Why does it cost 9.92 eV to take an electron from this molecule in a PBE calculation, when the same functional lists its highest electron as bound by only 6.93 eV? The gap is large, but it is regular enough to be estimated by hand. With such an estimate, the orbital energy from a calculation on the neutral molecule alone can be turned into an ionisation energy.

GeH6OSi (SMILES O[SiH2][GeH3]) in the gas phase, computed with Ansatz 0.2.0 at the levels listed, all at the neutral's PBE0-D4/def2-TZVP geometry. The ionisation energy is vertical, the total energy of the spin-unrestricted cation less that of the neutral. The def2-limit is extrapolated from def2-TZVPP and def2-QZVPP.

| level | exact exchange, long range (%) | ionisation energy (eV) | -HOMO of the neutral (eV) | cation <S^2> |
| --- | --- | --- | --- | --- |
| PBE-D4/def2-TZVPP | 0 | 9.92 | 6.93 | 0.752 |
| r2SCAN-D4/def2-TZVPP | 0 | 10.06 | 7.21 | 0.755 |
| B3LYP-D4/def2-TZVPP | 20 | 10.20 | 7.88 | 0.753 |
| PBE0-D4/def2-TZVPP | 25 | 10.16 | 8.08 | 0.754 |
| wB97X-V/def2-TZVPP | 100 | 10.28 | 10.35 | 0.754 |
| wB97M-V/def2-TZVPP | 100 | 10.26 | 10.13 | 0.752 |
| HF/def2-QZVPP | 100 | 9.57 | n/a | 0.760 |
| HF/def2-TZVPP | 100 | 9.60 | n/a | 0.760 |
| HF/def2-limit | 100 | 9.57 | n/a | n/a |

The column "ionisation energy" is a difference of two total energies, cation less neutral, with the atoms held in place. The column "-HOMO of the neutral" is the energy of the highest occupied orbital with its sign reversed. The column "cation <S^2>" stays close to 0.75, the value for one unpaired electron, so every cation listed there is a clean doublet. It doesn't say which orbital the electron left; the rule below assumes that it was the HOMO.

**The first two rows: no exact exchange**

PBE and r2SCAN contain no exact exchange, and here the two columns lie about 3 eV apart. Theory gives the reason. An orbital energy is a slope: it tells how fast the total energy rises when the first tiny slice of an electron is removed. The ionisation energy is the average slope over the removal of the whole electron.

In an exact theory the two agree for the highest orbital, because the energy runs in a straight line from neutral to cation. In a semilocal functional the line sags. The functional treats half a missing electron as a smooth cloud of half a charge, whose parts repel each other. The first slice therefore comes off too cheaply and the last one costs too much. At the two ends, where the number of electrons is whole, much of this error is absent, so the total-energy difference is far more trustworthy than the slope.

A charged metal sphere is a simpler system with the same curve. If a fraction q of an electron is removed from a sphere of radius R, the stored energy is e²q²/(2R). Its slope is zero at the start, yet the whole charge costs e²/(2R), so the initial slope falls short of the average by just this amount. A radius of about 2.5 Å gives 2.9 eV, which is the right order of magnitude for a small molecule.

The analogy has a bound. On a large sphere the curve is real when many whole electrons are removed one after another. Within the removal of a single electron, as in the molecule here, the exact line is straight and the bend is a fault of the functional. The sphere also knows nothing of the shape of the orbital or of the response of the other electrons. It explains why the gap is a few eV and why a more widely spread hole should have a smaller one; one molecule can't test the second point.

**The next two rows: hybrids**

B3LYP and PBE0 replace part of the semilocal exchange by exact exchange, which cancels the repulsion of an electron with itself. If a share a of the error is removed, a share 1 − a remains. This gives a rule with a single constant c:

ionisation energy ≈ −HOMO + c × (1 − a), with c = 2.9 eV

Here a is the column "exact exchange, long range", written as a fraction. The constant was fitted to the six density functionals together and then rounded; Hartree–Fock was left out and is taken up separately below. The output of the fit follows this text.

PBE0 serves as the full example. Its HOMO lies at −8.08 eV and its share of exact exchange is 25%, so three quarters of the correction remain: 2.9 × 0.75 ≈ 2.2 eV. The sum is about 10.3 eV, against a computed 10.16 eV. For PBE the whole correction applies, and 6.93 + 2.9 gives 9.83 eV, about 0.1 eV below the computed value. Both rows were part of the fit, so they illustrate the rule and don't test it independently.

The two hybrids also show why the ionisation energy hardly follows the share of exact exchange while the HOMO does. Exchange straightens the sagging line between neutral and cation. That changes the slope at the start a great deal and the height of the end points much less. Over the six functionals −HOMO spans 3.42 eV, the ionisation energy only 0.36 eV.

**The range-separated functionals**

In wB97X-V and wB97M-V the exact exchange grows with the distance between the electrons and reaches 100% only at long range. The rule then adds nothing, and −HOMO itself is the estimate. It misses the computed ionisation energy by 0.07 and 0.13 eV. Because the correction is zero whatever c is, these two rows had no influence on the constant, and their small errors support the assumption that the gap closes.

Theory makes the long-range share a sensible choice. A hole spread over several atoms repels itself largely across distances of a few ångström, where these functionals already use much exact exchange. An electron far outside the molecule must also feel the full attraction of the ion left behind, which, among the functionals here, only those with complete exchange at long range provide.

Over all six functionals the rule has a root mean square error of 0.08 eV relative to each functional's own ionisation energy, and 0.13 eV at worst. That is small beside the spread of the HOMO energies. It is only a modest gain over quoting the mean ionisation energy, 10.15 eV, for every functional, which would err by 0.12 eV. The advantage of the rule lies in its reasoning: it starts from an orbital energy and says which way, and roughly how far, that energy must be corrected.

**The last rows: Hartree–Fock**

Hartree–Fock also has 100% exact exchange, but at every distance. The rule again adds nothing, and now it fails. In the def2-TZVPP basis −HOMO is 10.75 eV, from the same calculation as the table, while the ionisation energy is 9.60 eV. The estimate is too high by more than 1 eV.

The cause is a second effect, which bends the energy the other way. When an electron leaves, the remaining ones draw in and lower the energy of the cation. The slope at the start knows nothing of this relaxation. In a semilocal functional the relaxation is hidden beneath the larger self-repulsion; in Hartree–Fock the self-repulsion is gone and the relaxation stands alone. The range-separated functionals keep some self-repulsion at short range, and the two effects nearly balance.

The figure of 100% thus means two different things in the table. A straight line fitted to the semilocal functionals, the two hybrids and Hartree–Fock gives a gap of about 3.0 − 4.1a eV, which falls more steeply than the rule. Applied to the range-separated functionals, that line is wrong by 1.0 and 1.2 eV.

The two formulas therefore part company for a hybrid with much exact exchange at all distances. At a share of one half the rule adds 2.9 × 0.5 ≈ 1.5 eV, whereas the line adds 3.0 − 4.1 × 0.5 ≈ 1.0 eV. At 25% they differ by only 0.2 eV, and PBE0 lies between them. The simple rule is thus supported for ordinary hybrids with up to a quarter of exact exchange and for the two range-separated functionals tried here, but not for the region between a quarter and full exchange at all distances.

Hartree–Fock also shows that a total-energy difference isn't automatically a good ionisation energy. The neutral molecule has one more electron than the cation and gains more from electron correlation, which Hartree–Fock omits. Coupled cluster, CCSD(T), built on the same Hartree–Fock states, raises the value by about 0.7 eV in the same basis.

**How close to the true value?**

The rule returns what a given functional would compute, with that functional's own faults. Extrapolated to a complete basis, CCSD(T) puts the ionisation energy at 10.45 eV. The six hand estimates lie between 0.1 and 0.6 eV below it, the one from PBE being the lowest. This comparison carries a reservation, since the Hartree–Fock cation on which the coupled-cluster value is built may hold its hole in another orbital than the functionals' cations do. The same reservation applies to the Hartree–Fock gap used above. Scalar relativity is also left out at every level, although the molecule contains germanium.

For another small molecule the form of the rule can be carried over with more confidence than its constant. The correction should be largest without exact exchange, shrink in ordinary hybrids and become small in range-separated functionals like the two used here. The value of 2.9 eV belongs to this molecule. One total-energy difference for the new molecule, with a semilocal functional, would fix c afresh.

Numerical output:

```
fit of gap on 6 rows (dft): coefficient of lack 2.89 +/- 0.051; rms 0.0828, worst wB97M-V/def2-TZVPP -0.13, leave-one-out rms 0.098
  rows outside the fit (model, value, miss): HF/def2-TZVPP 0, -1.145, 1.15
fit of gap on 5 rows ((share < 0.5) | hfrow): constant 3.009 +/- 0.077, coefficient of share -4.104 +/- 0.16; rms 0.105, worst r2SCAN-D4/def2-TZVPP 0.159, leave-one-out rms 0.397
  rows outside the fit (model, value, miss): wB97X-V/def2-TZVPP -1.095, -0.07, -1.02; wB97M-V/def2-TZVPP -1.095, 0.13, -1.22
Rule by hand, eV:
                   row  IE less -HOMO  correction  estimate  computed IE  estimate less computed
     PBE-D4/def2-TZVPP           2.99         2.9      9.83         9.92                   -0.09
  r2SCAN-D4/def2-TZVPP           2.85         2.9     10.11        10.06                    0.05
   B3LYP-D4/def2-TZVPP           2.32        2.32      10.2         10.2                       0
    PBE0-D4/def2-TZVPP           2.08       2.175     10.25        10.16                   0.095
    wB97X-V/def2-TZVPP          -0.07           0     10.35        10.28                    0.07
    wB97M-V/def2-TZVPP           0.13           0     10.13        10.26                   -0.13
         HF/def2-QZVPP            n/a           0       n/a         9.57                     n/a
         HF/def2-TZVPP         -1.145           0     10.75          9.6                   1.145
         HF/def2-limit            n/a           0       n/a         9.57                     n/a
Span of -HOMO over the six functionals, eV: 3.42
Span of the ionisation energy over the six functionals, eV: 0.36
Root mean square error of the hand rule, six functionals, eV: 0.08309
Largest error of the hand rule, six functionals, eV: 0.13
Mean ionisation energy of the six functionals, eV: 10.15
Root mean square error if that mean is used for all, eV: 0.1242
Radius of a charged sphere with e2/(2R) equal to the constant (order of magnitude only), Angstrom: 2.483
CCSD(T) ionisation energy, basis-limit estimate, eV: 10.45
Correlation added to Hartree-Fock by CCSD(T), def2-TZVPP, eV: 0.7322
Lowest hand estimate less CCSD(T) limit, eV: -0.6229
Highest hand estimate less CCSD(T) limit, eV: -0.1029
```
